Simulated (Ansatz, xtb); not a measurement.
## Relative energy of two isomers of C3H9OPSi

Structure I is `C=CO[Si@H](C)P`, a singlet and structure II is `C=CCO[SiH2]P`, a singlet. Both are isolated molecules in the gas phase, relaxed with PBE0-D3(BJ)/def2-SVP, each in the lowest conformer that the search found.

Quicker runs give these differences E(II) − E(I): GFN2-xTB −0.050 eV; HF/STO-3G +0.869 eV (at GFN2-xTB geometries); r2SCAN-D4/def2-SVP +0.698 eV (at GFN2-xTB geometries).

**Question.** Estimate E(II) − E(I) at the level CCSD(T)/def2-SVP + ΔMP2/def2-TZVPP.

**Answer.** Calculated at CCSD(T)/def2-SVP + ΔMP2/def2-TZVPP: E(II) − E(I) = +0.615 eV, so structure I lies lower.

The same difference at several levels:

| level | geometry | E(II) − E(I) (eV) | departure from the last row (eV) | job, with rough time for the two |
| --- | --- | --- | --- | --- |
| GFN2-xTB | GFN2-xTB | −0.050 | −0.665 | optimisation, 0.31 s |
| HF/STO-3G | GFN2-xTB | +0.869 | +0.253 | single point, 0.28 s |
| r2SCAN-D4/def2-SVP | GFN2-xTB | +0.698 | +0.083 | single point, 2.8 s |
| PBE0-D3(BJ)/def2-SVP | PBE0-D3(BJ)/def2-SVP | +0.648 | +0.032 | optimisation, 69 s |
| HF/def2-SVP | PBE0-D3(BJ)/def2-SVP | +0.503 | −0.113 | part of the CCSD(T) run |
| MP2/def2-SVP | PBE0-D3(BJ)/def2-SVP | +0.592 | −0.024 | part of the CCSD(T) run |
| CCSD(T)/def2-SVP | PBE0-D3(BJ)/def2-SVP | +0.533 | −0.083 | single point |
| CCSD(T)/def2-SVP + ΔMP2/def2-TZVPP | PBE0-D3(BJ)/def2-SVP | +0.615 |  | single point, 37 s |

As drawn, II has 1 C–C, 1 Si–H in place of 1 C–Si, 1 C–H.

GFN2-xTB puts the two in the other order. The largest departure from CCSD(T)/def2-SVP + ΔMP2/def2-TZVPP is that of GFN2-xTB, 0.665 eV. A small imaginary or near-zero mode remains, so no thermal terms are given. The last row adds to CCSD(T) the change of the MP2 difference between the two basis sets, here +0.083 eV.

The correlated steps freeze 14 core orbitals. Run with Ansatz 0.2.0, xtb 6.7.1; the last row on 4 threads of Arm Neoverse V2 on a shared host.

The vinyloxy isomer I lies below the allyloxy isomer II by +0.615 eV, and every level except GFN2-xTB gives this order. Two effects probably act together. In I the oxygen lone pair can conjugate with the C=C π system, whereas in II a saturated CH2 group interrupts that contact. I also exchanges a C–C and a Si–H bond for a C–Si and a C–H bond, which is favourable largely because C–H is much stronger than Si–H. The energies don't separate the two contributions.

Most of the preference is already present in HF/def2-SVP, so it doesn't depend on a subtle correlation effect. The GFN2-xTB reversal seems to lie in its bond energetics rather than its structures, since r2SCAN-D4 at the same geometries restores the order. The closeness of PBE0 to the final value may owe something to compensation between functional and basis-set errors, as CCSD(T) in the same small basis gives a smaller gap. The preference for I says nothing about the barrier to interconversion.
